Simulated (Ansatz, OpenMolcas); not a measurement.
**How basis sets differ on GeH2O2 (SMILES [OH][Ge][OH])**

The species is GeH2O2 (5 atoms), meant as a singlet with charge 0. SMILES: `[OH][Ge][OH]`. The shape is that of a PBE0-D4/def2-TZVP optimisation. This is one conformer, not always the lowest.

```xyz
5

O    -1.3410   -0.0995   -0.3774
Ge   -0.3164   -0.8958    0.8553
O     1.2819   -0.1423    0.5702
H    -0.9409    0.5508   -0.9615
H     1.3664    0.5132   -0.1279
```

Quantity: the HOMO–LUMO gap, in eV. The values are calculated.

```tsv
level	kind	program	value (eV)
HF/ANO-RCC-MB (DKH2)	Hartree–Fock	OpenMolcas	12.25
HF/STO-3G	Hartree–Fock	OpenMolcas	12.85
HF/3-21G	Hartree–Fock	Ansatz	11.73
HF/aug-cc-pVDZ (RICD fitting)	Hartree–Fock	OpenMolcas	11.35
HF/def2-SVPD	Hartree–Fock	Ansatz	11.88
```

All-electron rows without a relativistic Hamiltonian named are non-relativistic. The values span 11.35 to 12.85 eV. A Hartree–Fock LUMO above zero doesn't converge with the basis: it sinks as sets grow more diffuse. Orbital gaps aren't excitation energies.

The two minimal sets give the widest gaps, 12.85 and 12.25 eV, and all three larger sets fall below them. In a singlet germylene the HOMO is essentially the germanium lone pair, rich in 4s character, while the lowest valence acceptor is the empty out-of-plane 4p orbital, pushed up by π donation from the oxygens. A minimal set gives these orbitals no radial freedom to adapt to the molecule, which probably leaves the acceptor too high.

Splitting the valence shell appears to remove much of this constraint, but the gap doesn't fall steadily with basis size or diffuseness: 3-21G, without diffuse functions, gives 11.73 eV, below the 11.88 eV of def2-SVPD. Its lower value is therefore no sign of a better description and may reflect uneven errors in the two frontier levels. The difference between the minimal sets likewise can't be assigned to contraction alone, since scalar relativity also changes. Without the separate orbital energies, the gaps don't show which frontier level is responsible for the spread.
